**Hyperfine couplings against spin populations in the radical [CH2]Sc1cccs1**

The table holds Mulliken spin populations, isotropic couplings and largest dipolar parts for the $^{13}$C, $^{1}$H and $^{33}$S nuclei of one doublet, from unrestricted B3LYP/pcH-1 in PySCF at a GFN2-xTB geometry. The program tests proportionality to the atom's own spin against π–σ polarisation (McConnell for H, a Karplus–Fraenkel form for C) and estimates the s admixture at the bent CH$_2$ carbon from a hybrid count. The dipolar part per spin is constant to 1.6% on C1, C4 and C6, and a McConnell constant of $-66.2$ MHz/e from the ring hydrogens overshoots H8 by 8.9 MHz. For the ring carbons a neighbour term lowers the rms misfit from 1.59 to 0.66 MHz but does not improve the leave-one-out error (1.82 against 2.03 MHz). Neither model gives the negative coupling of S7.

Calculated values. Hyperfine couplings (13C, 1H, 33S) and Mulliken spin populations of the doublet radical C5H5S2, SMILES [CH2]Sc1cccs1, from PySCF 2.14.0 with density fitting: non-relativistic unrestricted B3LYP/pcH-1, gas phase, GFN2-xTB geometry. Atoms are numbered in SMILES order, hydrogens after the heavy atoms; equivalent atoms are averaged.

## Numerical check

```python
# Table: Mulliken spin, A iso, largest dipolar part (MHz) per nucleus of [CH2]Sc1cccs1; PySCF UKS B3LYP/pcH-1, GFN2 geometry.
# Tested: A iso from own spin (A) vs pi-sigma polarisation (B: McConnell, Karplus-Fraenkel form); bending at C1 (C).
T = {
    'atom': ['C1', 'S2', 'C3', 'C4', 'C5', 'C6', 'S7', 'H8', 'H10', 'H11', 'H12'],
    'neighbours': ['H H S', 'C C', 'C S S', 'C C H', 'C C H', 'C H S', 'C C', 'C', 'C', 'C', 'C'],
    'spin': [0.816, 0.168, -0.052, 0.087, -0.038, 0.081, 0.006, -0.03, -0.004, 0.001, -0.004],  # e
    'a_iso': [97.1, 7.2, -4.9, 7.8, -6.8, 7.6, -1.1, -45.1, -5.8, 1.9, -5.6],  # MHz
    'dip': [131.9, 44.4, 5.9, 14.2, 2.5, 13.3, 1.5, 32.2, 3.0, 0.9, 3.7],  # MHz
}
import numpy as np
from scipy.constants import physical_constants as pc, mu_0, h, pi
r, a, d = (dict(zip(T['atom'], T[k])) for k in ('spin', 'a_iso', 'dip'))
gN = {'H': pc['proton g factor'][0], 'C': 1.4, 'S': 0.43}  # 13C, 33S: rough recalled values
P0 = mu_0/(4*pi)*abs(pc['electron g factor'][0])*pc['Bohr magneton'][0]*pc['nuclear magneton'][0]/h/pc['Bohr radius'][0]**3/1e6
# further outputs of the same run: finer spins and coordinates (A)
fine = {'S2': 0.16805, 'C3': -0.052266, 'C6': 0.080864, 'C1': 0.81599, 'S7': 0.0063926,
        'H8': (-0.028446-0.033498)/2, 'H10': -0.0035624, 'H11': 0.0013805, 'H12': -0.003745}
C1, S2, H8, H9 = map(np.array, ([2.83, .16, -.11], [1.80, -1.13, .27], [2.53, 1.17, .09], [3.86, -.10, -.24]))
print('atom  A/spin  dip/|spin| (MHz/e)  rounding %  rho(0) a.u.')
for k in T['atom']:
    print(f"{k:4s} {a[k]/r[k]:8.1f} {d[k]/abs(r[k]):8.1f} {100*(0.0005/abs(r[k])+0.05/abs(a[k])):8.1f} {a[k]/(8*pi/3*P0*gN[k[0]]):10.4f}")
pos = ['C1', 'C4', 'C6']
b = np.array([d[k]/r[k] for k in pos]); q = np.array([a[k]/r[k] for k in pos])
print(f"C1,C4,C6 spread (max-min)/mean: dip/spin {100*np.ptp(b)/b.mean():.1f}% (mean {b.mean():.1f} MHz/e), A/spin {100*np.ptp(q)/q.mean():.1f}%")
for k in ('C3', 'C5'):
    print(f"{k} dip {d[k]} MHz; pure-p expectation: absolute {b.mean()*abs(r[k]):.1f}, largest signed {b.mean()*abs(r[k])/2:.1f}")
print(f"effective <r^-3> a.u.: C {b.mean()/(0.8*P0*gN['C']):.2f}, S2 {d['S2']/r['S2']/(0.8*P0*gN['S']):.1f}")
AH = 8/3*P0*gN['H']; par = {'H8': 'C1', 'H10': 'C4', 'H11': 'C5', 'H12': 'C6'}; ring = ['H10', 'H11', 'H12']
Q = sum(a[k]*r[par[k]] for k in ring)/sum(r[par[k]]**2 for k in ring)
print(f"H: free-atom 1s {AH:.0f} MHz/e (no fit); McConnell Q from ring H {Q:.1f} MHz/e; floor {0.05+abs(Q)*0.0005:.2f} MHz")
for k, c in par.items():
    print(f"{k:4s} finer spin {fine[k]:.4f} A/spin {a[k]/fine[k]:.0f} resid A {a[k]-AH*fine[k]:+.2f} | Q {a[k]/r[c]:.1f} pred {Q*r[c]:.2f} resid B {a[k]-Q*r[c]:+.2f} MHz | dip/|rho_C| {d[k]/abs(r[c]):.0f}")
print(f"H8 |Q| below ring |Q| by {100*(1-a['H8']/r['C1']/Q):.0f}%")
nb = {'C1': ['S2'], 'C3': ['S2', 'C4', 'S7'], 'C4': ['C3', 'C5'], 'C5': ['C4', 'C6'], 'C6': ['C5', 'S7']}
rc = ['C3', 'C4', 'C5', 'C6']; y = np.array([a[k] for k in rc])
models = {'A own': lambda k: [r[k]],
          'B own+C nbrs': lambda k: [r[k], sum(r[j] for j in nb[k] if j[0] == 'C')],
          'B own+C,S nbrs': lambda k: [r[k], sum(r[j] for j in nb[k])]}
fit = {}
print('13C fits to C3-C6 (C1 left out: bent, CH2); rounding floor about 0.1 MHz')
for n, f in models.items():
    X = np.array([f(k) for k in rc]); p = np.linalg.lstsq(X, y, rcond=None)[0]; res = y-X@p
    loo = np.array([y[i]-X[i]@np.linalg.lstsq(np.delete(X, i, 0), np.delete(y, i), rcond=None)[0] for i in range(4)])
    fit[n] = (p, a['C1']-np.dot(f('C1'), p))
    print(f"{n}: Q {np.round(p, 1)} MHz/e, resid {np.round(res, 2)}, rms {np.sqrt(np.mean(res**2)):.2f}, worst {rc[np.argmax(abs(res))]}")
    print(f"   leave-one-out rms {np.sqrt(np.mean(loo**2)):.2f}; C1 pred {np.dot(f('C1'), p):.1f}, excess {fit[n][1]:+.1f} MHz")
    if X.shape[1] == 2:
        print(f"   cosine between regressors {X[:, 0]@X[:, 1]/np.prod(np.linalg.norm(X, axis=0)):.2f}")
for k, n in (('S2', ['C1', 'C3']), ('S7', ['C3', 'C6'])):
    s = sum(fine[j] for j in n)
    print(f"{k}: own {fine[k]:.4f}, neighbour sum {s:.4f}, ratio {fine[k]/s:.3f}, A/own {a[k]/fine[k]:.0f}, dip/own {d[k]/fine[k]:.0f} MHz/e")
u = [(v-C1)/np.linalg.norm(v-C1) for v in (S2, H8, H9)]
ang = [np.degrees(np.arccos(u[i]@u[j])) for i, j in ((0, 1), (0, 2), (1, 2))]
ax = np.cross(u[1]-u[0], u[2]-u[0]); sn = abs(ax@u[0])/np.linalg.norm(ax)
m = 2*sn**2/(1-3*sn**2); fs = m/(1+m)
nH = np.cross(u[1], u[2]); oop = np.degrees(np.arcsin(abs(nH@u[0])/np.linalg.norm(nH)))
print(f"C1 angles {np.round(ang, 1)}, sum {sum(ang):.1f} deg; C-S out of HCH plane {oop:.0f} deg; pyramidalisation {np.degrees(np.arcsin(sn)):.1f} deg")
A2s = 3.8e3  # 13C 2s atomic coupling, MHz, rough recalled value
print(f"hybrid s fraction {100*fs:.1f}%; crude direct term {fs*r['C1']*A2s:.0f} MHz (order of magnitude only)")
print('s spin equivalent to C1 excess (e):', {n: round(float(v[1]/A2s), 3) for n, v in fit.items()})
assert all(a[k]*r[c] < 0 for k, c in par.items())
assert np.ptp(b)/b.mean() < 0.05 < np.ptp(q)/q.mean()
assert a['C5'] < a['C3'] and r['C5'] > r['C3'] and a['S7']*r['S7'] < 0
assert fit['B own+C nbrs'][0][1] < 0
```

Printed output:

```
atom  A/spin  dip/|spin| (MHz/e)  rounding %  rho(0) a.u.
C1      119.0    161.6      0.1     0.0867
S2       42.9    264.3      1.0     0.0209
C3       94.2    113.5      2.0    -0.0044
C4       89.7    163.2      1.2     0.0070
C5      178.9     65.8      2.1    -0.0061
C6       93.8    164.2      1.3     0.0068
S7     -183.3    250.0     12.9    -0.0032
H8     1503.3   1073.3      1.8    -0.0101
H10    1450.0    750.0     13.4    -0.0013
H11    1900.0    900.0     52.6     0.0004
H12    1400.0    925.0     13.4    -0.0013
C1,C4,C6 spread (max-min)/mean: dip/spin 1.6% (mean 163.0 MHz/e), A/spin 29.1%
C3 dip 5.9 MHz; pure-p expectation: absolute 8.5, largest signed 4.2
C5 dip 2.5 MHz; pure-p expectation: absolute 6.2, largest signed 3.1
effective <r^-3> a.u.: C 1.52, S2 8.0
H: free-atom 1s 1423 MHz/e (no fit); McConnell Q from ring H -66.2 MHz/e; floor 0.08 MHz
H8   finer spin -0.0310 A/spin 1456 resid A -1.03 | Q -55.3 pred -53.99 resid B +8.89 MHz | dip/|rho_C| 39
H10  finer spin -0.0036 A/spin 1628 resid A -0.73 | Q -66.7 pred -5.76 resid B -0.04 MHz | dip/|rho_C| 34
H11  finer spin 0.0014 A/spin 1376 resid A -0.06 | Q -50.0 pred 2.51 resid B -0.61 MHz | dip/|rho_C| 24
H12  finer spin -0.0037 A/spin 1495 resid A -0.27 | Q -69.1 pred -5.36 resid B -0.24 MHz | dip/|rho_C| 46
H8 |Q| below ring |Q| by 16%
13C fits to C3-C6 (C1 left out: bent, CH2); rounding floor about 0.1 MHz
A own: Q [98.9] MHz/e, resid [ 0.24 -0.8  -3.04 -0.41], rms 1.59, worst C5
   leave-one-out rms 1.82; C1 pred 80.7, excess +16.4 MHz
B own+C nbrs: Q [ 74.  -20.8] MHz/e, resid [ 0.76 -0.51 -0.49  0.81], rms 0.66, worst C6
   leave-one-out rms 2.03; C1 pred 60.4, excess +36.7 MHz
   cosine between regressors -0.76
B own+C,S nbrs: Q [87.9 -6.6] MHz/e, resid [ 1.39 -0.44 -2.35  0.27], rms 1.39, worst C5
   leave-one-out rms 2.90; C1 pred 70.6, excess +26.5 MHz
   cosine between regressors -0.69
S2: own 0.1681, neighbour sum 0.7637, ratio 0.220, A/own 43, dip/own 264 MHz/e
S7: own 0.0064, neighbour sum 0.0286, ratio 0.224, A/own -172, dip/own 235 MHz/e
C1 angles [120.3 115.3 121.4], sum 357.0 deg; C-S out of HCH plane 18 deg; pyramidalisation 5.7 deg
hybrid s fraction 2.0%; crude direct term 63 MHz (order of magnitude only)
s spin equivalent to C1 excess (e): {'A own': 0.004, 'B own+C nbrs': 0.01, 'B own+C,S nbrs': 0.007}
```
